Naively, a costlier functional should correct the size of a band gap and leave the shapes of the bands alone. The empty bands would then move up together, like a lid lifted off a box. One costly calculation of the gap would be enough, and the cheap method could supply everything else. For a single layer of PtSe2 this holds fairly well near the bottom of the empty bands and fails badly at the corners of the map.

The map is the set of electron wave vectors $k$: Gamma is its centre, M the middle of an edge and K a corner. The three extra points are where the simpler functional PBE has its valence top, its conduction minimum and its smallest direct gap. At each point v1 is the highest filled level and v2 the one below it, while c1 is the lowest empty level and c2 the one above it. Each level of theory counts energy from its own valence top, so only distances between levels can be compared.

Band levels of a 1T PtSe2 monolayer at named k points, each measured from the valence top of its own level of theory, calculated with Ansatz 0.2.0 (plane-wave PAW, 500 eV cutoff, no spin polarisation). The cheaper level is r2SCAN on a 12×12×1 k mesh and the costlier one r2SCAN0 on a 6×6×1 mesh, both in the cell relaxed with r2SCAN.

| point name | band v2, cheaper level (eV) | band v1, cheaper level (eV) | band c1, cheaper level (eV) | band c2, cheaper level (eV) | band v2, costlier level (eV) | band v1, costlier level (eV) | band c1, costlier level (eV) | band c2, costlier level (eV) |
| --- | --- | --- | --- | --- | --- | --- | --- | --- |
| Gamma | -0.003 | -0.003 | 3.187 | 3.187 | 0.000 | 0.000 | 4.450 | 4.450 |
| M | -1.864 | -1.492 | 2.648 | 2.921 | -2.105 | -1.714 | 3.955 | 4.223 |
| K | -1.051 | -1.051 | 1.991 | 1.991 | -1.584 | -1.584 | 3.222 | 3.222 |
| extra_v | -0.050 | 0.000 | 2.816 | 3.086 | -0.121 | -0.020 | 4.029 | 4.347 |
| extra_c | -0.280 | -0.240 | 1.593 | 2.774 | -0.441 | -0.302 | 2.692 | 4.047 |
| extra_d | -0.210 | -0.169 | 1.661 | 2.803 | -0.300 | -0.255 | 2.766 | 4.072 |

The two levels differ in how they treat exchange. r2SCAN works from local properties of the electron cloud and leaves an electron partly repelled by itself, which pushes filled levels up. Exact exchange cancels that self-repulsion for a filled orbital, which lowers it. An empty orbital has no such repulsion to cancel and is expected to gain less from exact exchange than it loses of the local exchange attraction, so it rises. r2SCAN0 takes a quarter of its exchange in this exact form, so filled and empty levels move apart.

Two limiting cases frame what follows. If exact exchange acted only within each atom, and all filled orbitals were alike and all empty ones were alike, every vertical gap, the distance from v1 to c1 at one $k$, would grow by the same constant $\Delta$. If the orbitals differ, each level moves by its own amount: theory says that exact exchange pulls down compact filled orbitals more than spread-out ones. The first case gives a simple model,

$$E_{\mathrm{r2SCAN0}}(k) \approx E_{\mathrm{r2SCAN}}(k) + \Delta ,$$

where $E$ is the vertical gap. The constant comes from the fundamental gap, the distance from the highest filled to the lowest empty level at any listed point: $\Delta = 2.692 - 1.593 = 1.099$ eV.

That step is huge for any purpose that depends on the gap itself. In an undoped semiconductor the number of carriers falls roughly as $\exp(-E_g/2k_BT)$, where $E_g$ is the fundamental gap and $k_BT$ is about 0.026 eV at room temperature. A change of 1.1 eV in the gap alters the exponent by about 21, which is nine powers of ten in the carrier number. Both gaps use the atomic positions relaxed with r2SCAN, so whatever relaxation with r2SCAN0 would add is not included. It is not nil: at these positions r2SCAN0 leaves a force of 0.36 eV/Å on each selenium atom.

At Gamma, the first row, the constant does tolerably. The vertical gap grows by 1.26 eV, and the model falls short by 0.16 eV. Since v1 lies practically at the valence top in both levels, the shortfall comes from the empty band, which rises more here than at the conduction minimum. An error of this size is acceptable for a sketch of the bands, but not for placing an absorption edge to a tenth of an eV.

At M the filled bands begin to matter. Measured from the valence top, v1 sinks by 0.22 eV, and c1 rises more than at any other listed point. Both changes widen the vertical gap beyond what the constant allows, and the model is now 0.43 eV short. The lid has been lifted, but the box has also become deeper.

K shows the failure most clearly and is worth working through. The r2SCAN vertical gap there is $1.991 + 1.051 = 3.042$ eV, so the model predicts $3.042 + 1.099 = 4.141$ eV. r2SCAN0 gives 4.806 eV, about 0.67 eV more. The levels at K played no part in setting the constant, so this is a fair test, and the model fails it.

Most of that miss lies in the filled band. It sinks by 0.53 eV at K, and only the remaining 0.13 eV comes from the empty band rising more than the constant. A natural repair would be to stretch all valence levels in proportion to their depth, but one factor cannot serve every point. Depth grows by a factor of 1.51 at K and only 1.15 at M, although M lies deeper. The odd one out is M rather than K, since the shallow levels at extra_c and extra_d grow by factors of 1.26 to 1.58. Energy alone therefore does not decide how far a level moves.

A possible cause is the make-up of the orbitals, as in the second limiting case. The filled pair at K may contain more of the compact platinum 5d orbitals than the level at M does. That is a guess, because the calculation gives no breakdown of the bands by atom. Such a breakdown of the r2SCAN bands would be the natural first test. If the pair at K turned out no richer in platinum than the level at M, the next suspect would be exact exchange between neighbouring atoms, which can widen bands by itself. A stretch shared by most points is what such widening is expected to look like, so both causes may act together.

The unevenness has a visible consequence. In r2SCAN the vertical gap at K is 0.15 eV smaller than at Gamma, while in r2SCAN0 it is 0.36 eV larger. Which order holds in nature is left open, because both levels omit spin–orbit coupling. With atoms as heavy as platinum, that coupling splits the level pairs at Gamma and K, typically by tenths of an eV.

The extra_v row carries a different lesson. r2SCAN puts the valence top at this point and r2SCAN0 puts it at Gamma, but the two points differ by only 0.003 eV in the first case and 0.020 eV in the second. The top of the valence band is nearly flat here. Unscreened exact exchange settles slowly as the mesh of $k$ points is refined, and there is no second r2SCAN0 mesh to test this. Gamma lies on the 6×6 mesh and extra_v between its points, so their errors need not cancel. Spin–orbit coupling, which both levels omit, is also expected to split the pair at Gamma by more than these small differences, so neither order should be trusted. The r2SCAN run also carries a warning that its exchange–correlation potential is rough where the electron density is thin, and the effect of this on the levels was not tested.

The last two rows, extra_c and extra_d, are where the constant works best, with errors below 0.1 eV. The success at extra_c is partly built in, since its empty level helped to set the constant. Nor is extra_d an independent test, because apart from symmetry it is a close neighbour of extra_c on the line from Gamma to M. Among the points computed, both levels of theory place the conduction minimum at extra_c, so r2SCAN is good enough for finding its neighbourhood. The point itself was chosen with PBE, and the exact minimum may lie slightly off it. The two levels of theory disagree on which of the two rows has the smaller direct gap, but that is another near-tie.

These rows also show that the shift depends on the band as well as on the place on the map. At extra_c the lowest empty band rises by 1.10 eV, while the next one, at the same $k$, rises by 1.27 eV. A constant taken from the lowest band is therefore too small for transitions into the second. That second band moves almost rigidly, by 1.23 to 1.30 eV at all six points, so the smaller shift near the conduction minimum is the exception among the empty levels. If orbital make-up is indeed the cause, then in a related material levels of similar make-up should share a shift, and a band whose make-up changes along its course should change shape.

Over all six vertical gaps the constant has a typical (rms) error of 0.34 eV relative to r2SCAN0. Even the best single constant would leave 0.22 eV, so a better choice of its size cures only part of the error, and the rest belongs to the idea of a rigid shift. Multiplying every gap by one common factor is worse overall, though better at K and extra_d. The output below gives the errors point by point.

A poor choice of setting can cost as much as a poor model. The 6×6 mesh used for r2SCAN0 steps over the conduction minimum, and a gap read from that mesh alone comes out 0.30 eV too wide compared with one that includes the named points. On the 12×12 mesh used for r2SCAN the same slip costs only 0.02 eV. Comparing the two mesh-only gaps would inflate the step between the levels from 1.10 to 1.38 eV.

The price of r2SCAN0 can be estimated by counting. Exact exchange pairs each band at each $k$ point with all 25 filled bands at all 36 mesh points, which makes 900 pairs where r2SCAN needs only a few operations. Programs have ways to soften this, so the count is a guide to scaling and not a measured time. Going to a 12×12 mesh would give each $k$ point four times as many pairs. Symmetry leaves 19 distinct $k$ points to treat instead of 7, so the total would grow about elevenfold.

Whether the larger gap is also the truer one cannot be read from the table, which holds no measured value. Local functionals are known to give gaps that are too small, so the direction of the step is probably right. Its size rests on a fixed quarter of exact exchange, which does not adapt to the screening in the material. The error can go either way: a fixed quarter tends to overshoot small gaps, while the weak screening in a thin sheet calls for more exchange than the bulk does. Spin–orbit coupling, left out here, is expected to narrow the gap by lifting the upper level of the split pair at the valence top. It may also change with a denser exchange mesh, which was not tried. An optical measurement is no direct check either: its onset lies below the corresponding band gap, because the electron and the hole attract each other.

The practical rule follows from where the constant holds. Use r2SCAN to find the conduction minimum, and close to it add the r2SCAN0 step to the vertical gap between the highest filled and the lowest empty band, if 0.1 eV agreement with r2SCAN0 is enough; that figure rests on two neighbouring points only. For any other transition, above all at K, calculate the levels with r2SCAN0 itself. In either case include the band-edge points by name, and settle no order of levels that are within a few tenths of an eV of each other without a denser exchange mesh and spin–orbit coupling.

Numerical output:

```
Shift of each band from r2SCAN to r2SCAN0 in eV:
      row      v2      v1     c1     c2
    Gamma   0.003   0.003  1.263  1.263
        M  -0.241  -0.222  1.307  1.302
        K  -0.533  -0.533  1.231  1.231
  extra_v  -0.071   -0.02  1.213  1.261
  extra_c  -0.161  -0.062  1.099  1.273
  extra_d   -0.09  -0.086  1.105  1.269
Vertical gaps and errors of the two corrections in eV:
      row  r2SCAN  r2SCAN0  growth  constant error  factor error
    Gamma    3.19     4.45    1.26          -0.161        0.9408
        M    4.14    5.669   1.529           -0.43         1.327
        K   3.042    4.806   1.764          -0.665        0.3347
  extra_v   2.816    4.049   1.233          -0.134        0.7097
  extra_c   1.833    2.994   1.161          -0.062        0.1036
  extra_d    1.83    3.021   1.191          -0.092        0.0715
Fundamental gap in r2SCAN (eV): 1.593
Fundamental gap in r2SCAN0 (eV): 2.692
Step of the fundamental gap (eV): 1.099
Rms error of the anchored constant over six vertical gaps (eV): 0.3375
Rms error of the anchored factor over six vertical gaps (eV): 0.7391
Rms error left by the best constant for all six (eV): 0.2183
Vertical gap at K less that at Gamma in r2SCAN (eV): -0.148
Vertical gap at K less that at Gamma in r2SCAN0 (eV): 0.356
Stretch of the valence depth at M (ratio): 1.149
Stretch of the valence depth at K (ratio): 1.507
Spread of the c1 shifts (eV): 0.208
Spread of the c2 shifts (eV): 0.071
Excess of the mesh-only gap in r2SCAN on 12x12 (eV): 0.02143
Excess of the mesh-only gap in r2SCAN0 on 6x6 (eV): 0.3027
Apparent step between levels from mesh-only gaps (eV): 1.38
Orbital pairs per band and k point on 6x6 (count): 900
Growth of the pair count from 6x6 to 12x12 (factor): 10.86
```
